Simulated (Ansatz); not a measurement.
SiC$_{2}$N$_{4}$: do energies and stresses tell the same story?

Computed with Ansatz 0.2.0, DFT PBEsol, scalar-relativistic, plane waves, PAW.

Plane waves to 420 eV, a k mesh through Γ of 4×4×4 on the computed 14-atom cell and Gaussian smearing (0.02 eV); no spin polarisation.

Relaxed cell: Pn-3m, a = 6.669 Å, b = 6.669 Å, c = 6.669 Å, α = 90.00°, β = 90.00°, γ = 90.00°, 14 atoms in the primitive cell. Whether it is the stable form of this composition wasn't checked.

Energies at zero smearing and pressures from the stress tensor, at volumes with shape and atoms relaxed:
```csv
V (Å³/atom),E − E(first) (meV/atom),P (GPa)
18.644,0.00,17.39
19.280,-58.10,12.02
19.915,-96.40,7.40
20.551,-117.72,3.42
21.187,-124.24,-0.02
21.822,-118.18,-2.98
22.458,-101.10,-5.53
23.305,-64.09,-8.38
```

Question: Check P = −dE/dV between neighbouring volumes, and get the bulk modulus from the pressures alone.

Answer: With 1 eV/Å³ = 160.2 GPa:
| middle V (Å³/atom) | −ΔE/ΔV (GPa) | mean P (GPa) |
| --- | --- | --- |
| 18.962 | 14.647 | 14.706 |
| 19.598 | 9.654 | 9.713 |
| 20.233 | 5.373 | 5.409 |
| 20.869 | 1.645 | 1.697 |
| 21.504 | -1.527 | -1.502 |
| 22.140 | -4.306 | -4.258 |
| 22.882 | -6.998 | -6.954 |

The two differ by 0.06 GPa at most. The mean of two end pressures misses the average over a step by about ΔV² P″/12, up to 0.07 GPa here; with that taken off 0.02 GPa remains. Around V = 21.187 Å³/atom, the two neighbours give B = −V ΔP/ΔV = 21.187 × 6.40 / 1.271 = 106.7 GPa, against B0 = 106.2 GPa from the Birch–Murnaghan fit of the energies.

Cost: 9 runs of about 3.4 core-minutes in all, on Intel Xeon 6975P-C (Granite Rapids) (shared hosts).

Energies and stresses describe the same equation of state. The mean pressure lies above the energy slope in every interval, as expected when a convex pressure curve is averaged from its end points, and the small remainder leaves little room for a Pulay error in the stress. Pressure rises faster on compression than it falls on expansion because short-range repulsion steepens while the bonds soften as they stretch.

The cell edge of 6.669 Å is clearly longer than that reported for cubic silicon dicarbodiimide. The likely cause is the symmetry: with the usual site occupation, Pn-3m holds the Si–N=C=N–Si links straight, whereas the real framework can shorten them by bending at nitrogen. Compression of straight links must squeeze stiff Si–N and C=N bonds, so 106.7 GPa probably describes this constrained network and overestimates the stiffness of the flexible material. Agreement between the two routes therefore supports the numerical consistency of the modulus, not its transfer to a real sample.
